# Optimal displacement amplitude under numerical noise

## 1. Premises and conventions

**P1. Coordinate.** One coordinate $u$ (m) is displaced and all others, including the cell, are clamped. The static energy $E(u)$ (J) is smooth, the conjugate force is $F=-dE/du$ (N), and

$$E(u)=\sum_n \frac{\Phi_n u^n}{n!},\qquad \Phi_n=\left.\frac{d^nE}{du^n}\right|_{0}.\tag{1}$$

The target is $\Phi_2$ (N m$^{-1}$). It is assumed that $\Phi_4\neq0$. The amplitude $u$ in the estimators below is positive.

**P2. Noise.** A calculation returns $\tilde F=F+\eta$ or $\tilde E=E+\zeta$. The noise has zero mean and variance $\sigma^2$ or $\sigma_E^2$, the same at every geometry. No particular distribution is assumed.

**P3. Independence.** Noise at different geometries is uncorrelated. Section 6 relaxes this.

**P4. Loss.** An estimator $\hat\Phi$ is judged by $\mathrm{MSE}=\langle(\hat\Phi-\Phi_2)^2\rangle$, with $\langle\cdot\rangle$ the noise average, and $\mathrm{RMSE}=\sqrt{\mathrm{MSE}}$. The reference is the exact curvature of the same noise-free $E(u)$. How well $E(u)$ describes a material is a separate matter.

The estimators are

$$\hat\Phi_F=-\frac{\tilde F(u)-\tilde F(-u)}{2u},\qquad \hat\Phi_E=\frac{\tilde E(u)-2\tilde E(0)+\tilde E(-u)}{u^2}.\tag{2}$$

Both are linear in the data, so $\hat\Phi-\Phi_2=b+\xi$ with a deterministic bias $b=\langle\hat\Phi\rangle-\Phi_2$ and a random part $\xi$ of zero mean. The cross term $2b\langle\xi\rangle$ vanishes:

$$\mathrm{MSE}=b^2+\langle\xi^2\rangle.\tag{3}$$

## 2. Bias

**Forces.** Since $-F=E'$, the fundamental theorem of calculus gives

$$\langle\hat\Phi_F\rangle=\frac{E'(u)-E'(-u)}{2u}=\int_{-u}^{u}\frac{1}{2u}\,E''(t)\,dt .$$

**Energies.** Taylor's formula with integral remainder reads $E(u)=E(0)+uE'(0)+\int_0^u(u-t)E''(t)\,dt$ and $E(-u)=E(0)-uE'(0)+\int_{-u}^0(u+t)E''(t)\,dt$. In the sum the terms in $E'(0)$ cancel:

$$\langle\hat\Phi_E\rangle=\int_{-u}^{u}\frac{u-|t|}{u^2}\,E''(t)\,dt .$$

Each estimator is thus a weighted average of the local curvature $E''(t)$, with a box weight for forces and a triangle weight for energies. Both weights are non-negative, even in $t$ and of unit area. Insert $E''(t)=\Phi_2+\Phi_3t+\Phi_4t^2/2+\Phi_5t^3/6+\Phi_6t^4/24+\dots$. Odd moments vanish, so $\Phi_3$ and $\Phi_5$ drop out, and $b=\Phi_4\overline{t^2}/2+\Phi_6\overline{t^4}/24+\dots$. The even moments are

- box: $\overline{t^n}=u^n/(n+1)$, hence $\overline{t^2}=u^2/3$, $\overline{t^4}=u^4/5$;
- triangle: $\overline{t^n}=2u^n/[(n+1)(n+2)]$, hence $\overline{t^2}=u^2/6$, $\overline{t^4}=u^4/15$.

Therefore

$$b_F=\frac{\Phi_4u^2}{6}+\frac{\Phi_6u^4}{120}+\dots,\qquad b_E=\frac{\Phi_4u^2}{12}+\frac{\Phi_6u^4}{360}+\dots\tag{4}$$

The triangle concentrates its weight near $t=0$, and its leading bias is half that of the box. A force offset common to both geometries cancels in $\hat\Phi_F$; a constant or linear energy offset cancels in $\hat\Phi_E$.

## 3. Variance

For $\xi=\sum_iw_i\eta_i$ with uncorrelated $\eta_i$ of equal variance, $\langle\xi^2\rangle=\sigma^2\sum_iw_i^2$. The weights in (2) are $(-1,+1)/(2u)$ and $(1,-2,1)/u^2$:

$$\langle\xi_F^2\rangle=\frac{1+1}{4u^2}\,\sigma^2=\frac{\sigma^2}{2u^2},\qquad \langle\xi_E^2\rangle=\frac{1+4+1}{u^4}\,\sigma_E^2=\frac{6\sigma_E^2}{u^4}.\tag{5}$$

The standard deviations are $\sigma/(\sqrt2\,u)$ and $\sqrt6\,\sigma_E/u^2$.

## 4. Minimisation

**Lemma.** Let $M(u)=Au^{-p}+Bu^{q}$ with $A,B,p,q>0$. Then $u^{p+1}M'=-pA+qBu^{p+q}$ rises monotonically through zero, so the only stationary point is the global minimum, with

$$u_*^{\,p+q}=\frac{pA}{qB},\qquad \frac{Au_*^{-p}}{Bu_*^{q}}=\frac qp,\qquad \frac{M(ru_*)}{M(u_*)}=\frac{q\,r^{-p}+p\,r^{q}}{p+q}.\tag{6}$$

The second relation is the first rearranged; the third follows by writing the two terms at $u_*$ as the fractions $q/(p+q)$ and $p/(p+q)$ of $M(u_*)$.

**Forces.** Keeping the leading bias in (4), equations (3) and (5) give

$$\mathrm{MSE}_F=\frac{\sigma^2}{2u^2}+\frac{\Phi_4^2u^4}{36}.$$

Here $p=2$, $q=4$, and $u^6=2(\sigma^2/2)/(4\Phi_4^2/36)=9\sigma^2/\Phi_4^2$. The variance is twice the squared bias, so $\mathrm{MSE}=\tfrac32\,\sigma^2/(2u_F^2)=3\sigma^2/(4u_F^2)$:

$$\boxed{u_F=\left(\frac{3\sigma}{|\Phi_4|}\right)^{1/3},\qquad \mathrm{RMSE}_F=\frac{3^{1/6}}{2}\,\sigma^{2/3}|\Phi_4|^{1/3}}\tag{7}$$

The prefactor $3^{1/6}/2$ equals 0.600.

**Energies.** Likewise

$$\mathrm{MSE}_E=\frac{6\sigma_E^2}{u^4}+\frac{\Phi_4^2u^4}{144},$$

with $p=q=4$ and $u^8=864\,\sigma_E^2/\Phi_4^2$. Variance and squared bias are equal, so $\mathrm{MSE}=2\sqrt{AB}=\sigma_E|\Phi_4|/\sqrt6$:

$$\boxed{u_E=\left(\frac{12\sqrt6\,\sigma_E}{|\Phi_4|}\right)^{1/4},\qquad \mathrm{RMSE}_E=6^{-1/4}\,(\sigma_E|\Phi_4|)^{1/2}}\tag{8}$$

The prefactor $6^{-1/4}$ equals 0.639.

**Reduced form.** For $\Phi_2>0$ define the anharmonic length $\ell=\sqrt{\Phi_2/|\Phi_4|}$, $x=u/\ell$, $s=\sigma/(\Phi_2\ell)$ and $\epsilon=\sigma_E/(\Phi_2\ell^2)$. Then

$$x_F=(3s)^{1/3},\quad \frac{\mathrm{RMSE}_F}{\Phi_2}=\frac{3^{1/6}}{2}s^{2/3};\qquad x_E=(12\sqrt6\,\epsilon)^{1/4},\quad \frac{\mathrm{RMSE}_E}{\Phi_2}=6^{-1/4}\epsilon^{1/2}.\tag{9}$$

For a normal mode $\omega^2=\Phi_2/\mu$, with $\mu$ the effective mass, so a small relative error in $\omega$ is half that in $\Phi_2$.

## 5. Consequences

**Width of the minimum.** From (6), the force RMSE grows by $\sqrt{(2r^{-2}+r^4)/3}$: a factor 1.64 at $r=1/2$ and 2.35 at $r=2$. The energy RMSE grows by $\sqrt{(r^{-4}+r^4)/2}$, a factor 2.83 at either value. A guess of $|\Phi_4|$ too small by a factor 2 gives $r=2^{1/3}$ for forces and costs a factor 1.12; too large by 2 costs 1.09. For energies $r^4=2^{\pm1}$ and the cost is 1.12. A rough $\Phi_4$ suffices.

**Averaging.** With $M$ independent repeats at every geometry, $\sigma\to\sigma/\sqrt M$. If $u$ is re-optimised, (7) and (8) give $\mathrm{RMSE}_F\propto M^{-1/3}$ and $\mathrm{RMSE}_E\propto M^{-1/4}$. The familiar $M^{-1/2}$ holds at fixed $u$ only while the variance dominates the bias.

**Break-even.** Equate the squares of (7) and (8): $3^{1/3}\sigma^{4/3}|\Phi_4|^{2/3}/4=\sigma_E|\Phi_4|/\sqrt6$. With $u_F$ from (7),

$$\sigma_E^{\rm eq}=\frac{\sqrt6}{4}\,\sigma\,u_F .\tag{10}$$

For this one coordinate, energies give the smaller RMSE if $\sigma_E<\sigma_E^{\rm eq}$. They need three runs against two, and a force run also returns the couplings of $u$ to all other coordinates.

**One-sided difference.** The estimator $-[\tilde F(u)-\tilde F(0)]/u$ averages $E''$ over $[0,u]$, so $b=\Phi_3u/2$ and $\langle\xi^2\rangle=2\sigma^2/u^2$. With $p=q=2$,

$$u_1^4=\frac{8\sigma^2}{\Phi_3^2},\qquad \mathrm{RMSE}_1=2^{1/4}(\sigma|\Phi_3|)^{1/2}.\tag{11}$$

At the same cost of two runs the exponent of $\sigma$ falls from $2/3$ to $1/2$ whenever $\Phi_3\ne0$.

**Wider stencil.** The combination $\tfrac43\hat\Phi_F(u)-\tfrac13\hat\Phi_F(2u)$ cancels $\Phi_4$ in (4) and leaves $b=(4-16)\Phi_6u^4/360=-\Phi_6u^4/30$. Its weights are $(\pm8,\mp1)/(12u)$, giving variance $130\,\sigma^2/(144u^2)$. Now $p=2$, $q=8$, $u_*\propto\sigma^{1/5}$ and $\mathrm{RMSE}\propto\sigma^{4/5}$, for four runs. Equation (7) is the optimum of the two-point formula, not a bound on all estimators.

## 6. Range of validity

**(a) Truncation.** Keep the cross term of $\Phi_4$ and $\Phi_6$ in $b^2$. For forces it adds $\Phi_4\Phi_6u^6/360$ to the MSE, and stationarity becomes

$$-\frac{\sigma^2}{u^3}+\frac{\Phi_4^2u^3}{9}+\frac{\Phi_4\Phi_6u^5}{60}=0\;\Rightarrow\;u^6\left(1+\frac{3}{20}\frac{\Phi_6}{\Phi_4}u^2\right)=u_F^6 .$$

For energies it adds $\Phi_4\Phi_6u^6/2160$ and gives $u^8[1+\tfrac1{10}(\Phi_6/\Phi_4)u^2]=u_E^8$. At a minimum the first-order change of the MSE is the added term itself, taken at the unshifted amplitude. Dividing it by $3\Phi_4^2u_F^4/36$, or by $2\Phi_4^2u_E^4/144$, gives $(\Phi_6/\Phi_4)u_*^2/30$ in both cases. With $\lambda=(\Phi_6/\Phi_4)u_*^2$, to first order,

$$\frac{\delta u_F}{u_F}=-\frac{\lambda}{40},\qquad\frac{\delta u_E}{u_E}=-\frac{\lambda}{80},\qquad\frac{\delta\,\mathrm{RMSE}}{\mathrm{RMSE}}=\frac{\lambda}{60}.\tag{12}$$

Equations (7) and (8) thus hold to a few per cent for $|\lambda|\lesssim1$, provided the higher $\Phi_n$ grow no faster. They fail as $\Phi_4\to0$, where $\lambda$ diverges; the lemma then applies with $b_F=\Phi_6u^4/120$ and $q=8$.

**(b) Correlated noise.** If $\langle\eta(u)\eta(-u)\rangle=\rho\sigma^2$, then $\langle\xi_F^2\rangle=(2-2\rho)\sigma^2/(4u^2)$. For $\rho$ independent of $u$, replace $\sigma$ by $\sigma\sqrt{1-\rho}$ in (7). Common random numbers in a stochastic method aim at $\rho>0$.

**(c) Symmetry-equivalent geometries.** If a symmetry maps $+u$ onto $-u$ and a deterministic code respects it, then $\tilde F(-u)=-\tilde F(u)$, noise included. This is $\rho=-1$: the second run carries no information, and $\sigma\to\sqrt2\,\sigma$, so $u_F$ grows by $2^{1/6}$ and the RMSE by $2^{1/3}$. For energies $\hat\Phi_E=2[\tilde E(u)-\tilde E(0)]/u^2$, and the factor 6 in (5) becomes $4+4=8$.

**(d) Smooth numerical ripple.** A real-space grid can add a term such as $e\cos(\kappa u+\varphi)$ to the energy. Its force is $e\kappa\sin(\kappa u+\varphi)$, with variance $\sigma^2=e^2\kappa^2/2$ over a uniformly distributed unknown phase $\varphi$. Inserted in (2) it gives $\xi_F=-e\kappa\cos\varphi\,\sin(\kappa u)/u$, so

$$\langle\xi_F^2\rangle=\frac{\sigma^2\sin^2\kappa u}{u^2},$$

which is case (b) with $\rho=\cos2\kappa u$. For $\kappa u\gg1$ and a spread of $\kappa$, $\sin^2\to\tfrac12$ and (5) is recovered. For $\kappa u\ll1$ the variance saturates at $\sigma^2\kappa^2$, the squared curvature of the ripple, and no longer depends on $u$. P3 therefore requires $u$ to exceed the correlation length of the noise. A ripple is reproducible: repeating the same run does not reduce it.

**(e) Relaxed coordinates.** If a coordinate $z$ with energy $\tfrac12Kz^2+\tfrac12gu^2z$ is relaxed at each $u$, then $z=-gu^2/(2K)$, the energy falls by $g^2u^4/(8K)$, and $\Phi_4\to\Phi_4-3g^2/K$. The results hold with this effective value.

**(f) Frequencies.** The halving rule for $\omega$ needs $\mathrm{RMSE}\ll\Phi_2$. Otherwise $\hat\Phi$ can be negative and a spurious imaginary frequency appears.

## 7. Illustration: interlayer shear mode of graphite

**Coordinate, mass, noise.** The AB cell holds four atoms of mass $m$, two per layer. In the rigid-layer zone-centre shear mode one layer moves by $+u/2$ and the other by $-u/2$ along an in-plane direction. The kinetic energy per cell is $4\cdot\tfrac12m(\dot u/2)^2=\tfrac12m\dot u^2$, so $\mu=m$. By the chain rule $F=\tfrac12(f_1+f_2)-\tfrac12(f_3+f_4)$, with $f_i$ the atomic force components along the displacement. For uncorrelated atomic noise $\sigma_f$, $\sigma^2=4\cdot\tfrac14\sigma_f^2$, so $\sigma=\sigma_f$. Removing the net force on the cell leaves $F$ unchanged, as the weights sum to zero. In a supercell of $N$ cells with noise independent from cell to cell, the noise per cell is $\sigma_f/\sqrt N$.

**Model energy.** Let $\mathbf s$ be the shift of one layer against the other, measured from AA stacking, at fixed spacing. $E(\mathbf s)$ is periodic in the layer lattice, so it is a Fourier series in reciprocal vectors. A rotation or reflection of the crystal about a hexagon centre maps $\mathbf s$ onto its image, so all coefficients of the first shell are real and equal. Keeping this shell alone is the model assumption:

$$E(\mathbf s)=\text{const}+V\sum_{j=1}^3\cos(\mathbf G_j\cdot\mathbf s),\qquad V>0 .$$

Take the $X$ axis along a lattice vector (zigzag) and $Y$ along a bond (armchair). Then $\mathbf G_1=G(0,1)$, $\mathbf G_{2,3}=G(\mp\sqrt3/2,-1/2)$, $G=4\pi/(\sqrt3a)$. AB stacking is the bond vector $\mathbf t=(0,-a/\sqrt3)$, where each phase equals $2\pi/3$ modulo $2\pi$. Define $k=2\pi/a=\sqrt3G/2$.

*Zigzag*, $\mathbf s=\mathbf t+(u,0)$. The phases are $2\pi/3$ and $2\pi/3\mp ku$, the sine terms cancel, and

$$E=\text{const}-V\cos ku,\qquad \Phi_2=Vk^2,\quad\Phi_3=0,\quad\Phi_4=-k^2\Phi_2,\quad\Phi_6=k^4\Phi_2.\tag{13}$$

*Armchair*, $\mathbf s=\mathbf t+(0,u)$. Now $E=\text{const}+V[\cos(2\pi/3+Gu)+2\cos(2\pi/3-Gu/2)]$. Differentiation gives $\Phi_2=\tfrac34VG^2=Vk^2$, $\Phi_3=\tfrac{3\sqrt3}{8}VG^3=k\Phi_2$, $\Phi_4=-\tfrac9{16}VG^4=-k^2\Phi_2$ and $\Phi_6=\tfrac{33}{64}VG^6=\tfrac{11}{9}k^4\Phi_2$.

In both directions $\ell=1/k=a/2\pi$: the lattice constant alone sets the anharmonic length. The bias is negative, so a finite amplitude softens the mode.

**Inputs.** The lattice constants are the measured $a=246.1$ pm (300 K; compiled value, Wikipedia) and $c=670.76$ pm (297 K; compiled value, Lebedeva 2016). The spacing is clamped at $c/2=335.38$ pm and enters only through $V$. The mass is $m=12.011$ u $=1.994\times10^{-26}$ kg. $V$ is chosen to reproduce a typical shear frequency $\nu_0\approx1.30$ THz (43 cm$^{-1}$), so the model does not predict the frequency. The noise levels are illustrative; 1 pN is 0.624 meV Å$^{-1}$ and $10^{-24}$ J is 6.24 µeV. Intermediate values are carried unrounded. Per cell:

- $\Phi_2=m(2\pi\nu_0)^2=1.33$ N m$^{-1}$;
- $k=2.553\times10^{10}$ m$^{-1}$, $\ell=39.2$ pm;
- $\Phi_4=-8.67\times10^{20}$ N m$^{-3}$;
- force scale $\Phi_2\ell=52.1$ pN, energy scale $\Phi_2\ell^2=V=2.04\times10^{-21}$ J.

**Results of the model.** Equation (9) is set against a customary amplitude of about 1 pm, for which (3) is evaluated directly. P3 is assumed throughout.

| $\sigma$ (pN) | $x_F$ | $u_F$ (pm) | RMSE$/\Phi_2$ at $u_F$ | RMSE$/\Phi_2$ at 1 pm |
|---|---|---|---|---|
| 0.01 | 0.083 | 3.3 | 0.0020 | 0.0053 |
| 0.1 | 0.18 | 7.0 | 0.0093 | 0.053 |
| 1 | 0.39 | 15 | 0.043 | 0.53 |
| 10 | 0.83 | 33 | 0.20 | 5.3 |

| $\sigma_E$ (J per cell) | $x_E$ | $u_E$ (pm) | RMSE$/\Phi_2$ at $u_E$ | RMSE$/\Phi_2$ at 1 pm |
|---|---|---|---|---|
| $10^{-26}$ | 0.11 | 4.3 | 0.0014 | 0.018 |
| $10^{-25}$ | 0.19 | 7.6 | 0.0045 | 0.18 |
| $10^{-24}$ | 0.35 | 14 | 0.014 | 1.8 |
| $10^{-23}$ | 0.62 | 24 | 0.045 | 18 |

At 1 pm the force bias is only $-1.1\times10^{-4}\,\Phi_2$; that column is essentially pure noise. For $\sigma=1$ pN:

- at $u_F$ the bias is $-x_F^2/6=-0.025$ and the standard deviation 0.035, in units of $\Phi_2$;
- moving from 1 pm to $u_F$ lowers the RMSE by a factor 12, which at 1 pm would take $1.5\times10^2$ independent repeats;
- the break-even energy noise (10) is $9.3\times10^{-24}$ J per cell (58 µeV);
- the one-sided formula along armchair, (11) with $|\Phi_3|=k\Phi_2$, reaches at best $2^{1/4}s^{1/2}=0.16$ against 0.043.

The zigzag displacement is reversed by a mirror plane of the AB crystal, so case (c) can apply there. Armchair displacements $\pm u$ are inequivalent, as $\Phi_3\neq0$ shows, and share the same $\Phi_2$ and $\Phi_4$.

**Test of the truncation.** Along zigzag (13) gives $\langle\hat\Phi_F\rangle=\Phi_2\sin x/x$ exactly, so $\mathrm{MSE}/\Phi_2^2=s^2/(2x^2)+(1-\sin x/x)^2$ and $\lambda=-x_F^2$. For the worst row, $\sigma=10$ pN, three figures are kept as a test internal to the model. Equation (7) gives 32.6 pm and relative RMSE 0.200; the correction (12) gives 33.1 pm and 0.197; numerical minimisation of the exact expression gives 33.2 pm and 0.197. The limit $|\lambda|=1$ is reached at $s=1/3$, or $\sigma=17$ pN, where the relative RMSE is already 0.29. Truncation matters only when the estimate itself is poor.

**Neglected terms.** The second Fourier shell, $\mathbf G_i-\mathbf G_j$, has zero phase at AB and adds $V_2(2\cos ku+\cos2ku)$ along zigzag. With $\gamma=V_2/V$ it contributes $-6V_2k^2$ to $\Phi_2$ and $+18V_2k^4$ to $\Phi_4$, so

$$\frac{\Phi_4}{\Phi_2}=-k^2\,\frac{1-18\gamma}{1-6\gamma}.$$

An illustrative $\gamma=\pm0.01$ rescales $\Phi_4$ at fixed $\Phi_2$ by 0.87 or 1.11 and $u_F$ by 1.05 or 0.96. This is larger than the truncation correction and limits the tables to two figures. Second, the rigid shift mixes with the in-plane optical mode of the same symmetry, at a typical $\nu_H\approx47$ THz. Second-order perturbation theory for a mass-weighted coupling $D$ lowers $\omega_0^2$ by $D^2/(\omega_H^2-\omega_0^2)$. Rigid shifts produce no intralayer forces, so $D$ is of interlayer size; for $D\approx\omega_0^2$ the relative shift is about $(\nu_0/\nu_H)^2=8\times10^{-4}$. This affects the step from $\Phi_2$ to $\omega$ and approaches only the first rows of the tables in size.

**Plausibility.** The model puts AA above AB by $[3-(-\tfrac32)]V=\tfrac92V$ per cell, that is $2.3\times10^{-21}$ J (14 meV) per interface and per atom of one layer. Typical electronic-structure values at fixed spacing are roughly 10 to 20 meV, so the scale of $V$ is realistic; $u_F$ varies only as $V^{-1/3}$.

**Bilayer graphene.** For this two-dimensional channel material, with nearest-layer coupling and the same interface energy, the four-atom cell has one interface in place of two. All $\Phi_n$ halve, while $\mu$, $\ell$ and $\sigma=\sigma_f$ stay. The model frequency is $\nu_0/\sqrt2=0.92$ THz, $u_F$ grows by $2^{1/3}$ and the relative RMSE by $2^{2/3}$: 8.8 pm and 0.015 at $\sigma=0.1$ pN.

**Final numbers.** For graphite with independent force noise of 0.1 pN per atom and component, the model's optimal relative layer shift is 7.0 pm. The root-mean-square frequency error is then 6.0 GHz out of 1.30 THz, against 35 GHz at a shift of 1 pm.